PH₃ at the Hartree–Fock level: what the basis set does to the binding

An atomization energy is the energy of the separate atoms less that of the molecule. For PH₃ both energies are near 900 000 kJ/mol in size, while their difference is below a thousand. A basis set can therefore be poor for the atoms and for the molecule and still give a reasonable difference, provided that it is equally poor for both. The questions below all come back to this balance.

Hartree–Fock atomization energy of PH₃ in different basis sets, computed with Ansatz 0.2.0. The molecule is a neutral singlet treated with RHF, at the same MP2(full)/6-31G* geometry throughout. The quadruple-zeta set is cc-pV(Q+d)Z, and 6-31Gstar stands for 6-31G*.

```
      basis  functions  atomization energy less its quadruple-zeta value (kJ/mol)
     STO-3G         12                                                     236.60
      6-31G         19                                                    -165.20
  6-31Gstar         25                                                     -33.20
cc-pV(D+d)Z         38                                                     -16.30
cc-pV(T+d)Z         81                                                      -2.40
cc-pV(Q+d)Z        154                                                       0.00
```

1. What does a negative entry mean, and which basis binds most strongly?

The entries are counted from the largest set, cc-pV(Q+d)Z, called quadruple zeta here, which gives 723.3 kJ/mol. A negative entry means weaker binding than that, a positive one stronger binding. STO-3G, the smallest set, binds most strongly, at 723.3 + 236.6 = 959.9 kJ/mol. The next set, 6-31G, binds least, and from there each larger set binds more than the one before.

The order is thus not simply one of size. Something pushes STO-3G to the wrong side, and something else holds 6-31G back. The two cases have different causes.

2. Why does 6-31G bind too weakly?

A limited basis leaves the energy too high, because the orbitals can't take their best shape. In a free atom the orbitals have simple shapes set by a single nucleus. In a molecule they must also shift towards the neighbours, which asks more of the basis. The molecule therefore usually suffers more than the atoms, and the binding comes out too small.

The energies of the molecule in the same calculations make this visible. In 6-31G the molecule lies 257 kJ/mol above its quadruple-zeta energy. Adding the shift of −165 gives the error of the free atoms, which is only about 91 kJ/mol. The part common to both drops out of the atomization energy, and the excess in the molecule remains as lost binding.

3. One set of d functions on phosphorus recovers 132 kJ/mol. Why so much?

The step from 6-31G to 6-31Gstar adds only six functions, all of them on phosphorus. Free phosphorus has three 3p electrons with parallel spins, one in each p orbital, so its charge cloud is a sphere. In such a field, functions of d shape can't mix into the occupied s and p orbitals. In PH₃ the three hydrogens sit on one side of phosphorus, the field is no longer spherical, and mixing is allowed. The d functions then let the density lean towards the bonds and the lone pair.

This argument can be held against the numbers, since it predicts a gain for the molecule and almost none for the atoms. The molecule is lowered by 135 kJ/mol and the free atoms together by 3. Even that small remainder has a natural source. A set of six such functions contains the five true d shapes and one spherical combination, and the spherical one can improve the s orbitals of the free atom.

The gain is a matter of polarisation: a small admixture bends orbitals that are already occupied. It is no sign that phosphorus uses its 3d orbitals as additional valence orbitals. Nor is it a reward for the mere number of functions. The last step of the table adds 73 functions and gains only 2.4 kJ/mol, because by then the shapes that the molecule needs most are present.

4. Why does STO-3G, the poorest set, bind too strongly?

Here the balance tips the other way, and hydrogen has a large part in it. When a hydrogen atom forms a bond, its 1s cloud contracts. STO-3G has a single function on each hydrogen, and this function is made compact from the start to suit molecules. A free hydrogen atom would need a wider cloud, but with only one function it can't adjust. The free atoms are thus penalised, and the molecule looks well bound by comparison.

The size of the penalty follows from the hydrogen atom itself. Let z be the exponent of a 1s function, in units where the exact free atom has z = 1. The kinetic energy is z²/2 and the attraction to the nucleus is −z, both in hartree:

E(z) = z²/2 − z

The lowest value is −1/2, at z = 1. The excess above it is

E(z) − E(1) = (z − 1)²/2

The standard exponent of STO-3G for hydrogen is 24 per cent too large for the free atom, so that z − 1 = 0.24. The excess is 0.24²/2 = 0.0288 hartree, or 75.6 kJ/mol. Three hydrogen atoms give 3 × 75.6 = 227 kJ/mol, beside a shift of 237 in the table.

The estimate shows that free hydrogen can supply an error of this sign and size, but its closeness shouldn't be read as accuracy. It treats the 1s function as exact in form, whereas STO-3G imitates it with three Gaussians. This raises the error to roughly 90 kJ/mol per free atom, a rough recalled figure. Three atoms then exceed the whole shift, so the other errors, taken together, must act against them. One is the lack of d functions on phosphorus, which costs 132 kJ/mol of binding in 6-31G. If it costs about as much here, something else must strengthen the binding again. The functions on phosphorus are the likely source: they are as rigid as those on hydrogen, and in the molecule the neighbours' functions can help them out.

5. What would change in STO-3G if the hydride had another number of hydrogens?

The penalty belongs to the free hydrogen atom and doesn't depend on its former partner. It should therefore grow in proportion to the number of hydrogens. The simple estimate gives 2 × 75.6 = 151 kJ/mol for H₂S and 4 × 75.6 = 302 for SiH₄, and the three Gaussians of the real set make both somewhat larger. These values are the hydrogen part alone. The errors of the heavy atom and of the bonds change from one molecule to the next, so the full shift need not follow the same proportion.

In the larger sets this mechanism fades. 6-31G already has two functions on each hydrogen, one compact and one wide, and their mixture can follow the atom from the bond to freedom. With that freedom the penalty on free hydrogen nearly vanishes. The binding falls by 402 kJ/mol between the first two rows, which is more than this penalty alone, since the functions on phosphorus change in the same step.

6. The real atomization energy is roughly 1000 kJ/mol. Is STO-3G then the best choice?

It comes closest, with 960 kJ/mol against 723 in quadruple zeta, but for a bad reason. Hartree–Fock lets each electron feel only the average field of the others. It leaves out electron correlation, the way in which electrons avoid one another from moment to moment. This avoidance lowers the energy most where electrons of opposite spin share the same region, as they do in a bond. Breaking three bonds leaves atoms with unpaired electrons and less correlation to gain, so Hartree–Fock binds PH₃ too weakly by nearly 300 kJ/mol.

STO-3G fills most of this gap with an error of its own, in which the penalty on free hydrogen has a large part. The two errors have unrelated origins, and nothing makes them cancel in another molecule. A basis is therefore judged against a larger basis at the same level of theory. By that measure STO-3G is the worst set in the table, off by a third of the quadruple-zeta value.

7. Which digits of 723.3 kJ/mol can be trusted?

Two separate questions hide in this one. As a value for the real molecule, not even the first digit is right, for the reason just given. As the Hartree–Fock value at this fixed geometry, the number is much better, and the last steps show how good. From double to triple zeta, cc-pV(D+d)Z to cc-pV(T+d)Z, the binding grows by 13.9 kJ/mol. From triple to quadruple zeta it grows by 2.4, nearly six times less.

If the next step shrank by a similar factor, it would add about half a kJ/mol. Two steps are too few to fix a limit, but they make it reasonable to trust 723 to about 1 kJ/mol. The digit after the point has no such support. The zero in the last row is only the place from which the others are counted, and the exact Hartree–Fock limit probably lies slightly above it.

The balance between atoms and molecule helps here too. In triple zeta the molecule still lies 9.8 kJ/mol above its quadruple-zeta energy, and the free atoms lie 7.4 above theirs. Three quarters of the error cancel. An atomization energy can thus settle well before the total energies do.

8. Would triple zeta be just as good once correlation is included?

That can't be taken over from this table. Away from the nuclei, Hartree–Fock orbitals are smooth, and once the basis has the right shapes, more functions only polish them. Correlation asks for more: the wave function must depend on the distance between two electrons and has a sharp kink where they meet. Products of smooth orbitals build up such a kink slowly, with functions of ever higher angular momentum.

A coupled-cluster calculation on the same molecule in the same sets shows the difference. Between triple and quadruple zeta the Hartree–Fock energy falls by 9.8 kJ/mol, while the correlation energy still grows by 28. The free atoms gain correlation energy as well, so 28 kJ/mol is not the change in the atomization energy. It does show that the molecule's correlation energy is less settled at triple zeta than its Hartree–Fock energy. A basis that is large enough for one level of theory has to be tested afresh for the next.
